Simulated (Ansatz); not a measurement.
Ta: free energy error per atom as smearing width varies

Results calculated with Ansatz 0.2.0, not measured. Plane-wave density functional theory, scalar-relativistic PAW datasets made under PBE, Gamma-centred meshes; one setting moves on a fixed relaxed cell, energies count from the zero-width extrapolation of the reference run, pressure is Pulay-corrected at fixed cutoff and positive in compression.

Structure of every row (space group Im-3m, No. 229):
```
CELL_PARAMETERS angstrom
-1.62770 1.62770 1.62770
1.62770 -1.62770 1.62770
1.62770 1.62770 -1.62770
ATOMIC_POSITIONS crystal
Ta 0.00000 0.00000 0.00000
```

Settings of every row: spin polarised no; functional LDA; wave cutoff 420 eV; k mesh 14x14x14; smearing method gaussian; reference k mesh 14x14x14; reference smearing width 0.1 eV; reference wave cutoff 420 eV; reference smearing method fermi_dirac; swept setting smearing; valence electrons per atom 13.

Atom starting moment: 0 on all atoms.

Limits: settings are moved on purpose, so some rows are far from converged; no spin-orbit coupling, which can matter with elements this heavy.

| row | smearing width (eV) | free energy error per atom (meV) | zero smearing energy error per atom (meV) | pressure (GPa) |
| --- | --- | --- | --- | --- |
| 1 | 0.01 | -0.35 | -0.29 | -0.1 |
| 2 | 0.03 | -0.66 | -0.37 | -0.01 |
| 3 | 0.1 | ? | ? | ? |
| 4 | 0.2 | -11.82 | -0.24 | -0.05 |
| 5 | 0.3 | -26.52 | 0.3 | -0.05 |

Question: what free energy error per atom should row 3 give?

Worked fit of free energy error per atom. Smearing changes a smooth quantity, to lowest order, with the square of the width, so take w² in eV². The shown rows have w² = 0.0001, 0.0009, 0.04, 0.09. Their means are 0.03275 and -9.838 meV; the sums about the means are S_tt = 0.005411 and S_ty = -1.572, whose ratio is the slope. Least squares give free energy error per atom = −0.325 − 290.45 × w² meV. The rows lie off it by 0.00, -0.07, 0.12, -0.05 (root mean square 0.074 meV). The constant, -0.325 meV, estimates the value at zero width. The withheld row has w² = 0.01, so the fit gives −0.325 − 290.45 × (0.01) = -3.23 meV.

The calculation gave -3.23 meV. The fit meets it to the printed digit.

The other values of row 3: zero smearing energy error per atom -0.41 meV; pressure 0.03 GPa.
